## Straight and folded forms of a fluorinated thioether

The weight of a conformer is the share of molecules that have its shape at equilibrium. It follows from the free energy $G_i$ through

$$w_i=\frac{e^{-G_i/RT}}{\sum_j e^{-G_j/RT}},$$

where $RT$ is 0.59 kcal/mol at room temperature. Here $G_i$ is a PBE0 energy plus a thermal term from GFN2-xTB, which holds zero-point energy, vibration and rotation. The geometries are those of GFN2-xTB, and the molecule is in the gas phase.

PySCF 2.14.0 and tblite 0.8.0: ten conformers of CH3S(CH2)5F in the gas phase, with PBE0-D3(BJ)/6-31G(d) energies on GFN2-xTB geometries and quasi-harmonic GFN2-xTB free-energy terms at 298.15 K. Torsions run along the chain from C–S–C–C to C–C–C–F; each row shows one conformer of a mirror pair, and its weight holds both.

```
number     torsions in degrees  GFN2-xTB energy above its lowest (kcal/mol)  DFT energy above the lowest (kcal/mol)  free energy above the lowest (kcal/mol)  weight (%)
     1    (74,176,179,-179,65)                                        0.210                                   0.110                                    0.000      18.600
     2    (74,177,180,179,-65)                                        0.380                                   0.170                                    0.050      17.000
     3    (74,62,-178,180,180)                                        0.090                                   0.370                                    0.270      11.800
     4      (71,54,64,173,-65)                                        0.210                                   0.000                                    0.280      11.600
     5     (75,65,-174,72,-75)                                        0.000                                   0.040                                    0.370      10.000
     6    (73,176,179,180,180)                                        0.470                                   0.590                                    0.370       9.900
     7     (74,63,-174,-67,76)                                        0.280                                   0.330                                    0.580       7.000
     8  (76,-178,-68,-175,-65)                                        0.640                                   0.680                                    0.670       6.000
     9     (74,59,70,178,-179)                                        0.490                                   0.710                                    0.740       5.300
    10     (75,64,-179,70,173)                                        0.470                                   1.090                                    1.100       2.900
```

A torsion near 180° (anti) continues the zigzag of the chain, and one near 60° or 70° of either sign (gauche) bends it. Rows 1 and 2 are bent only at their two ends and carry the largest weights; the gap between them is within the noise. Row 4 has four bends and the lowest DFT energy, yet it holds only 11.6 % of the molecules. Why does the straighter chain win?

The tempting answer is strain. In butane a bend pushes hydrogen atoms together and costs energy, so the straightest chain should lie lowest. That holds here for bends about torsions made of carbon alone: in three pairs of rows that differ by one such bend, the DFT energy rises by 0.3 to 0.7 kcal/mol. But the straightest chain in the list, row 6, which is bent only next to sulfur, lies 0.59 kcal/mol above the folded row 4, so strain can't be the whole account.

What offsets the strain is the effect of bends that end in fluorine or sulfur. Turning fluorine from anti to gauche lowers the DFT energy by 0.48 kcal/mol between rows 6 and 1, and by more in the folded pairs 9 to 4 and 10 to 5. A likely reason is that a C–H bond then stands opposite the C–F bond and donates electrons into its empty antibonding orbital better than a C–C bond does. In row 5 fluorine also comes close to the chain, and the small basis set probably exaggerates the gain there. In the one pair that tests it, rows 6 and 3, a bend of the S–C–C–C torsion lowers the energy too. Fluorine is gauche in row 1 as well as in row 4, so what makes up for the strain between these two is the sulfur bend, together with the larger fluorine gain in the folded chain.

A second idea is that some shapes count more often because they have mirror images. Every row here stands for a mirror pair, so the factor of two appears above and below the fraction line and cancels. Counting therefore can't move one row past another.

The thermal term can. It is the free energy minus the DFT energy, and only its differences between rows matter. Measured from row 6, it averages 0.11 kcal/mol for two bends, 0.23 for three and 0.51 for four, and the groups don't overlap. Folding thus carries a thermal price even where it costs no electronic energy.

Where does the price come from? The table holds only the sum of the thermal parts, but the run also recorded zero-point energy, enthalpy correction and entropy for each conformer. Between rows 6 and 1 the price is almost all entropy: the chain with the extra bend has fewer thermally accessible states. It is tempting to say that folding stiffens the softest twisting and bending motions, but the softest vibration does the opposite. It lies at 42 cm⁻¹ in row 6 and at only about 30 cm⁻¹ in rows 1, 2 and 3, which by itself would raise their entropy, though the quasi-harmonic treatment weakens the effect of such soft vibrations. The loss must therefore come from other vibrations or from rotation. A small change would do for the second bend, since a rise of about 20 % in the frequency of one classical harmonic vibration would already supply its price. Which motions are responsible remains open, above all for row 4, which has four bends and isn't covered by these comparisons.

The two effects can be put into one estimate. Straight-line fits to all ten rows give an energy cost of 0.61 kcal/mol for each all-carbon bend, an energy gain of 0.59 for each bend that ends in sulfur or fluorine, and a thermal price of 0.18 for a bend of either kind. Going from row 1 to row 4 adds one bend of each kind:

$$\Delta G\approx(0.61-0.59)+2\times0.18=0.38\ \text{kcal/mol}.$$

The energies nearly cancel and the thermal price decides. The table has 0.28 kcal/mol for this gap, and both rows were part of the fits. The energy rule typically misses by 0.16 kcal/mol, puts row 10 too low by 0.32, and treats sulfur and fluorine alike, although the one direct test for sulfur gave a gain of only 0.22. The thermal line is too simple because the fourth bend costs more than the earlier ones.

The effect on the populations is large because all these gaps are comparable with $RT$. From DFT energies alone, the three rows with four bends would hold 43 % of the molecules; with the thermal term they hold 29 %. Rows 1 and 2 together rise from 27 % to 36 %. Whoever averages a property over such a flexible molecule needs free energies, since the electronic energies overstate the folded forms.

The same estimate also limits the conclusion. It would favour even more a chain like row 1 with its S–C–C–C torsion bent as well, a shape outside these ten. The run kept only ten of the minima it found, which cover about 86 % of the weight at the GFN2-xTB level, and it may have missed others. None of the ten has an anti C–S–C–C torsion. All percentages here are therefore shares among these ten, and the lead of row 1 is a lead within this list. Errors of a few tenths of a kcal/mol, common for DFT energies with so small a basis set, could also overturn it. The thermal price of folding appears in every group of rows, but all its values come from GFN2-xTB with one quasi-harmonic treatment, so their agreement can't reveal an error they share. A second method would have to test its size. The fits and the comparisons of single rows are in the printed output below.

Output of the analysis:

```
thermal term relative to row 6, rows 1 to 10 (kcal/mol): 1 0.11, 2 0.1, 3 0.12, 4 0.5, 5 0.55, 6 0, 7 0.47, 8 0.21, 9 0.25, 10 0.23
weights from DFT energy alone, rows 1 to 10 (%): 1 14.39, 2 13, 3 9.279, 4 17.33, 5 16.19, 6 6.401, 7 9.927, 8 5.499, 9 5.227, 10 2.752
largest miss of weights recomputed from free energy (percentage points): 0.06246
mean thermal term above row 6, two bends (kcal/mol): 0.11
mean thermal term above row 6, three bends (kcal/mol): 0.23
mean thermal term above row 6, four bends (kcal/mol): 0.5067
correlation of DFT energy with number of bends: -0.1959
correlation of thermal term with number of bends: 0.9624
correlation of thermal term with number of neighbouring bends: 0.8382
DFT energy, row 1 minus row 4 (kcal/mol): 0.11
thermal term, row 4 minus row 1 (kcal/mol): 0.39
free energy, row 4 minus row 1 (kcal/mol): 0.28
share of four-bend rows from DFT energy alone (%): 43.45
share of four-bend rows in the table (%): 28.6
share of rows 1 and 2 from DFT energy alone (%): 27.39
share of rows 1 and 2 in the table (%): 35.6
DFT energy change, F anti to gauche, row 6 to 1 (kcal/mol): -0.48
DFT energy change, F anti to gauche, row 9 to 4 (kcal/mol): -0.71
DFT energy change, F anti to gauche, row 10 to 5 (kcal/mol): -1.05
DFT energy change, S-C-C-C anti to gauche, row 6 to 3 (kcal/mol): -0.22
DFT energy change, all-carbon bend, row 2 to 8 (kcal/mol): 0.51
DFT energy change, all-carbon bend, row 3 to 9 (kcal/mol): 0.34
DFT energy change, all-carbon bend, row 3 to 10 (kcal/mol): 0.72
rise of one classical frequency that would give the two-bend term (%): 20.4
fall in product of moments of inertia needed for the four-bend term (factor): 5.531
fit of th on 10 rows: constant -0.4613 +/- 0.052, coefficient of bends 0.1769 +/- 0.018; rms 0.0489, worst 5 -0.0837, leave-one-out rms 0.0649
fit of en on 10 rows: constant 0.755 +/- 0.14, coefficient of carb 0.61 +/- 0.16, coefficient of het -0.5933 +/- 0.13; rms 0.162, worst 10 -0.318, leave-one-out rms 0.236
```
